**Q:** I learned that heavier elements absorb at lower energy. Yet when phosphorus replaces nitrogen in H₃N–BH₃, the lowest excited singlet, S1, goes up. In CH₃B(PH₂)₂ phosphorus is bound to boron again, and S1 is far lower. What decides this?

PySCF 2.14.0 with density fitting: vertical TDDFT singlets and Tamm-Dancoff triplets of boron compounds, CAM-B3LYP/def2-SVPD, gas phase, core orbitals frozen in the response, at PBE0-D3(BJ)/def2-SVP geometries. In each frame (SMILES), * stands for N, P or As. Electronegativities are Pauling's; n/a means not computed.

```
formula           frame   *   Z  electronegativity  point group  mean bond of the marked atom (Å)  S1 (eV)  f(S1)  leading pair of S1  T1 (eV)  S1 less T1 (eV)  HOMO-LUMO gap (eV)
   BH6N  H*(H)(H)[BH3-]   N   7              3.040          C3v                             1.174     6.60  0.012        HOMO to LUMO     6.46             0.14                9.60
   BH6P  H*(H)(H)[BH3-]   P  15              2.190          C3v                             1.543     7.85  0.007        HOMO to LUMO      n/a              n/a               10.74
  AsBH6  H*(H)(H)[BH3-]  As  33              2.180          C3v                             1.644     7.61  0.072      HOMO-2 to LUMO     7.09             0.52               10.59
 CH7BP2      H*(H)B(C)P   P  15              2.190           C1                             1.582     4.88  0.023      HOMO-1 to LUMO     3.96             0.92                8.22
CH7AsBP      H*(H)B(C)P  As  33              2.180           C1                             1.689     4.58  0.018        HOMO to LUMO     3.77             0.81                8.03
  BH5N2         H*(H)BN   N   7              3.040          C2v                             1.143     6.26  0.000        HOMO to LUMO     6.03             0.23                9.47
```

**A:** Follow the donor's lone pair between two limits. In H₃P–BH₃ (BH6P in the table) phosphorus gives its lone pair to boron's empty orbital and a bond forms. The high filled level and the low empty level are then both used up. In CH₃B(PH₂)₂ (CH7BP2) boron has only three neighbours, so its p orbital can stay empty while each phosphorus keeps a lone pair. An electron can then move from the lone pair to boron at a much lower cost. Phosphorus sits at both limits, at 7.85 and 4.88 eV, so the element alone does not fix S1.

**Q:** Can I check that with simple arithmetic?

**A:** Yes, with the highest filled orbital (HOMO) and the lowest empty one (LUMO). S1 lies below the gap between them because the excited electron is attracted to the hole it leaves. If that attraction were the same in two molecules, S1 would change by about as much as the gap.

From H₃P–BH₃ to CH₃B(PH₂)₂ the HOMO rises by 1.47 eV and the LUMO falls by 1.05 eV. The estimated drop in S1 is therefore 1.47 + 1.05 = 2.52 eV, while the computed drop is 2.97 eV. The estimate has no adjustable constant and misses 15% of the computed change. The gap is only a stand-in here, because S1 of CH₃B(PH₂)₂ starts mainly from the orbital just below the HOMO. Still, both the filled and the empty side move in the direction that the two limits suggest.

**Q:** But in H₃N–BH₃ and H₃P–BH₃ the lone pair is used up in the same way. Why is the nitrogen compound lower?

**A:** In these two molecules S1 no longer starts from the lone pair. In H₃P–BH₃ the HOMO is mainly made of B–H bonds, and the same is expected in H₃N–BH₃. The LUMO of H₃P–BH₃ lies mostly on the phosphine, so the electron moves from the BH₃ end towards the donor. The question is then why that move costs less with ammonia.

Electrostatics offers an answer. The dipole moment is 5.4 D with ammonia and 4.2 D with phosphine. Much of that difference is already there in the free donors, since ammonia is the more polar molecule. Its negative end faces boron and pushes the B–H electrons up in energy, while an electron placed near the positive NH₃ end is held more tightly.

Going from nitrogen to phosphorus weakens both effects. The HOMO falls by 0.75 eV and the LUMO rises by 0.39 eV, so the gap opens from both sides. These shifts are computed, and the dipole as their cause is an argument that fits both signs. It does not explain the next step to arsenic, where the dipole is slightly smaller still but the LUMO falls. The LUMO shift is the less certain of the two, because both LUMOs lie above zero. Such an electron is not bound, and its energy depends on the basis set.

**Q:** Then nitrogen on a three-coordinate boron should also absorb at low energy. Why is HB(NH₂)₂ still at 6.26 eV?

**A:** Because nitrogen does not leave boron's p orbital alone. In HB(NH₂)₂ (BH5N2) each nitrogen is flat, so its lone pair stands parallel to that orbital and can share electrons with it. In CH₃B(PH₂)₂ the angles at phosphorus add up to only about 301° instead of 360°. The lone pair of such a pyramid keeps much s character, so it is held closer to phosphorus and shared less with boron.

The bond lengths support this. From the four-coordinate to the three-coordinate boron compound, the B–N bond shrinks from 1.64 to 1.41 Å, but the B–P bond only from 1.92 to 1.90 Å. Having fewer neighbours can shorten a bond by itself, but so large a change with nitrogen and so small a one with phosphorus fits a partial double bond to nitrogen.

Sharing pushes boron's empty level up. The LUMO is 1.36 eV higher in the nitrogen compound. The HOMO is higher there too, by 0.11 eV, which on its own would narrow the gap. The wider gap therefore comes entirely from the empty side. The phosphorus compound also carries a methyl group on boron, so this compares two molecules that differ in more than the donor.

**Q:** The table gives f(S1), the strength with which light drives the transition, as zero for HB(NH₂)₂. Does that fit?

**A:** It does, and it hints at where the electron goes. Theory places the HOMO on the two nitrogen lone pairs with opposite signs. A jump from there to boron's p orbital would be allowed by symmetry. A jump to a spread-out level with the full symmetry of the molecule would be forbidden. The zero strength therefore suggests that boron's level has been pushed above a diffuse one, whose energy again depends on the basis set. The LUMO of HB(NH₂)₂ would then be that diffuse level, and boron's own level would lie higher still.

The spacing between S1 and T1, the lowest triplet, points the same way. It grows when the electron and the hole occupy the same region, and it is 0.23 eV here against 0.92 eV in CH₃B(PH₂)₂. Singlets and triplets were computed with slightly different approximations, so only the large contrast deserves weight.

**Q:** Where does arsenic fit in?

**A:** Replacing one phosphorus by arsenic in the phosphinoborane lowers S1 by 0.30 eV, and here the familiar rule holds. The HOMO is now mainly the arsenic lone pair, and boron has the largest share of the LUMO. The mechanism is unchanged, with a slightly smaller gap. The gap estimate gives a drop of only 0.19 eV, so it is a poor guide to small shifts. A likely reason is that S1 starts from the HOMO in the arsenic compound, but from the orbital below it in CH₃B(PH₂)₂. Spin–orbit coupling, which is left out, would mix singlets and triplets in the arsenic compounds.

H₃As–BH₃ is the irregular case. Its S1 is 0.24 eV below that of H₃P–BH₃, but it no longer starts from the HOMO. It starts two orbitals lower, at a level that should be the donor–boron bond, as the matching one is in H₃P–BH₃. In H₃P–BH₃ that level lies only about 0.4 eV below the HOMO, so a modest change can bring its excitation to the front. A weaker bond to arsenic, whose filled level would lie higher, is a possible reason, but the energy of that level in H₃As–BH₃ is not given here. The f(S1) values of the two compounds therefore belong to different kinds of excitation. That alone does not explain the larger value with arsenic, since the matching excitation of H₃P–BH₃ is weak too.

**Q:** So what should I look at first in a related molecule?

**A:** Count boron's neighbours, then look at the shape of the donor. In these small adducts, four neighbours mean that the lone pair is tied up and S1 is high. In HB(NH₂)₂, the only molecule here with three neighbours and flat donors, boron's orbital is partly filled and S1 stays fairly high; one example does not make a rule. Three neighbours and a pyramidal donor leave both the lone pair and the empty orbital available, and only the two molecules of that kind fall below 5 eV. The orbital shifts and angles behind this reading are printed below.

Output of the analysis:

```
Orbitals and shape:
      row  HOMO eV  LUMO eV  dipole D  bond to B in angstrom  gap less S1 eV
     BH6N   -9.227    0.377     5.449                  1.637               3
     BH6P   -9.973    0.764     4.189                  1.923            2.89
    AsBH6   -10.03    0.562     4.002                  2.053            2.98
   CH7BP2   -8.503   -0.282     0.692                  1.898            3.34
  CH7AsBP   -8.406   -0.374     0.892                  2.027            3.45
    BH5N2   -8.395     1.08     1.362                   1.41            3.21
Angle sum at N in HB(NH2)2 (degrees): 360
Angle sum at P in CH3B(PH2)2 (degrees): 300.9
Angle sum at As in CH3B(PH2)(AsH2) (degrees): 290.6
Adducts, P less N, S1 (eV): 1.25
Adducts, P less N, HOMO (eV): -0.746
Adducts, P less N, LUMO (eV): 0.387
Adducts, As less P, S1 (eV): -0.24
Adducts, As less P, HOMO (eV): -0.058
Adducts, As less P, LUMO (eV): -0.202
Phosphinoboranes, As less P, S1 (eV): -0.3
Phosphinoboranes, As less P, gap (eV): -0.19
CH3B(PH2)2 less H3P-BH3, S1 (eV): -2.97
CH3B(PH2)2 less H3P-BH3, HOMO (eV): 1.47
CH3B(PH2)2 less H3P-BH3, LUMO (eV): -1.046
CH3B(PH2)2 less HB(NH2)2, S1 (eV): -1.38
CH3B(PH2)2 less HB(NH2)2, HOMO (eV): -0.108
CH3B(PH2)2 less HB(NH2)2, LUMO (eV): -1.362
```
